Q: Here are six computed volumes of CoSi and their distances from the measured one. Which treatment misses worst, and what does that mean for the lattice edge?

Equilibrium volumes of CoSi (space group P2_13) from Kohn-Sham density-functional theory, with the functionals and programs named in the table. The Ansatz calculations are spin-polarised (collinear) with a ferromagnetic start, and use Fermi-Dirac smearing of 0.05 eV. The basis column gives the plane-wave cutoff.

```
    method  rung  program                            potentials   basis             k mesh  equilibrium volume (Å³/atom)  computed less measured (Å³/atom)
       LDA   LDA   Ansatz                            Ansatz PAW  420 eV  6x6x6 8-atom-cell                        10.292                            -0.686
       PBE   GGA     GPAW  GPAW-PAW-data-sets-(gpaw-data-1.2.1)  600 eV  4x4x4 8-atom-cell                        11.004                             0.026
PBE-D3(BJ)   GGA   Ansatz                            Ansatz PAW  420 eV  6x6x6 8-atom-cell                        10.512                            -0.466
    PBE-D4   GGA   Ansatz                            Ansatz PAW  420 eV  6x6x6 8-atom-cell                        10.545                            -0.433
    PBEsol   GGA   Ansatz                            Ansatz PAW  420 eV  6x6x6 8-atom-cell                        10.546                            -0.432
 PBEsol-D4   GGA   Ansatz                            Ansatz PAW  420 eV  6x6x6 8-atom-cell                        10.370                            -0.608
```

A: LDA, the local density approximation, misses worst: its cell is 0.69 Å³/atom too small, or 6.2 % of the measured volume. The crystal is cubic, so the edge goes as the cube root of the volume and comes out 2.1 % too short. Four other rows also fall short, and PBE alone lies slightly above the measurement.

Q: Why does LDA shrink the crystal, and why does PBEsol shrink it less?

A: It helps to ask what happens when a term W(V) is added to an energy curve whose minimum lies at V₀. Here V is the volume per atom, E the energy per atom and B the bulk modulus, the resistance to compression. Near the minimum,

E(V) ≈ E(V₀) + B (V − V₀)² / (2V₀) + W(V₀) + W′(V₀) (V − V₀)

Setting the slope of this sum to zero gives the shift of the minimum:

ΔV ≈ −V₀ W′(V₀) / B

The slope of the added term moves the cell, while its depth does not. A term that falls as the crystal expands opens the cell, and one that rises closes it. For the same slope, a softer crystal moves further.

LDA treats each point as part of a uniform electron gas of the same density. Gradient corrections such as PBE and PBEsol also ask how steeply the density varies relative to its own size. When the atoms move apart, the density between them thins and its relative variation grows. Gradient-corrected exchange lowers the energy of such regions, so its correction falls with expansion. Gradient-corrected correlation works the other way but is expected to be the weaker of the two, and the cell opens.

PBEsol is built with a weaker gradient dependence than PBE, and so should open the cell less. The table shows its first step cleanly, because LDA and PBEsol were run in the same program with the same settings: the volume grows by 0.25 Å³/atom. PBEsol still ends 0.43 Å³/atom below the measurement.

Q: These functionals leave out the long-range dispersion attraction. Surely adding it improves the volume?

A: Here it makes the volume worse. D3(BJ) and D4 are two recipes that add an attraction, mainly between pairs of atoms. Adding D4 to PBEsol shrinks the cell by a further 0.18 Å³/atom, although it was already too small. The sign follows from the equation above: an attraction weakens as the atoms separate, so its energy rises with volume and the minimum moves inward.

Runs of the same crystal with two relatives of PBE, in the same program as PBEsol, show how much the recipe matters. D3(BJ) contracts the revPBE cell by 0.70 Å³/atom. For RPBE, D4 takes away 0.69 Å³/atom and D3(BJ) takes away 1.53, which leaves a cell smaller than that of LDA. In each of these cases the added attraction moves the volume further from the measured one. The equation gives the direction, but the sizes need W′ and B, which these runs don't list, and a contraction as large as the last lies beyond its small-shift assumption.

Q: Between molecules such corrections work well. What is different here?

A: Take two methane molecules as the simpler system. Their electrons stay at home, and a fluctuation of charge on one molecule induces a matching one on the other. The resulting attraction is nearly all that holds the pair together, and a sum over pairs of atoms describes it well. In CoSi, too, fluctuating charges attract one another, but the comparison ends there.

Each Co atom has seven Si neighbours, the nearest at about 2.3 Å and all within bonding range. At such distances the functional already describes most of the attraction, and a damping function must decide how much more to add. Its parameters are fitted separately for each functional, largely to molecules, so the correction can differ widely from one functional to the next. Mobile electrons also screen charge fluctuations in a metal or semimetal, which a sum over atom pairs captures poorly. Both can make the correction overshoot. That D3(BJ) contracts RPBE so much more than revPBE points to the fitted parameters, because the recipe starts from the same reference pair coefficients for both. How much the missing screening adds, these volumes don't show.

Q: From PBE to PBE-D3(BJ) the volume drops by 0.49 Å³/atom. Is that the effect of dispersion on PBE?

A: Not by itself, because the program changes between those two rows, and with it the potentials, the cutoff and the k mesh. The drop therefore mixes the dispersion term with whatever offset separates the two programs.

Theory can still bracket the dispersion part. The gradient dependence of PBE exchange lies between those of PBEsol and revPBE, so in a common program its volume should lie between theirs. In Ansatz these are 10.55 and 11.02 Å³/atom, while PBE-D3(BJ) gives 10.51. The D3(BJ) contraction of PBE should then lie between about 0.03 and 0.51 Å³/atom. The upper end can be tightened. At the moderate gradients found in a solid, exchange changes more from PBE to revPBE than from revPBE to RPBE, and that smaller step is already worth 0.05 Å³/atom in Ansatz. PBE in Ansatz is therefore expected below about 10.97 Å³/atom, which caps the contraction near 0.45. Dispersion shouldn't account for the whole drop; part of it is expected to be a program offset, with GPAW giving the larger cell.

Q: PBE-D4 and PBEsol agree to 0.001 Å³/atom. Don't they confirm each other?

A: No, they arrive at the same volume by different routes. PBEsol has a weak gradient correction and no added attraction. PBE-D4 has a stronger gradient correction, which opens the cell, and a dispersion term, which closes it again. An equilibrium volume only says where the total slope vanishes, and quite different energy curves can share that point. The agreement is also much finer than the settings can support.

Q: PBE lies within 0.03 Å³/atom of experiment. Is it simply right?

A: The closeness is partly a matter of what is being compared. The measurement was made at 300 K, whereas the calculations hold the nuclei still. The size of the thermal part can be estimated from a linear expansion coefficient of roughly 1 × 10⁻⁵ per K, a recalled value. Volume expands three times as fast as length, so

ΔV ≈ 3 × (1 × 10⁻⁵ per K) × 300 K × 10.98 Å³/atom ≈ 0.10 Å³/atom

Expansion slows on cooling, so for this coefficient the estimate is an upper size. Zero-point motion normally swells the crystal as well, by an amount expected to be comparable to the real thermal part, so 0.10 is a rough stand-in for both together rather than a bound.

Against a measurement reduced by that amount, PBE would be about 0.12 Å³/atom too large instead of 0.03. PBEsol would still be 0.33 too small and LDA 0.59. The main ranking survives, but the near-perfect hit of this GPAW run does not. In Ansatz, PBE is expected to give a smaller cell, below the 300 K volume, so even the sign of its error depends on the program. The reference is not sharp either: the structure from which the runs started has 10.93 Å³/atom, about 0.05 below the measured value used here.

Q: Which digits would you trust, then, and what should I do with them if I grow CoSi films?

A: Within one program and one set of settings, many errors cancel, and differences of a few tenths of an Å³/atom are meaningful. The third decimal carries no physics, and between programs even the first is untested. The comparison also assumes that all rows share one magnetic state. A ferromagnetic start doesn't fix the final state: the PBE-D3(BJ) run began with moments on Co and lost them, as did the revPBE and RPBE runs; I take the remaining rows to be nonmagnetic too, but that is an assumption.

A film grown on a substrate may be strained by a percent or so, while PBEsol already has an edge error of 1.3 %. If you put the measured film edge straight into such a calculation, the method sees a strain that the real film doesn't have. Start instead from the relaxed edge of the same functional, in the same program, and apply the film's measured relative strain to that.
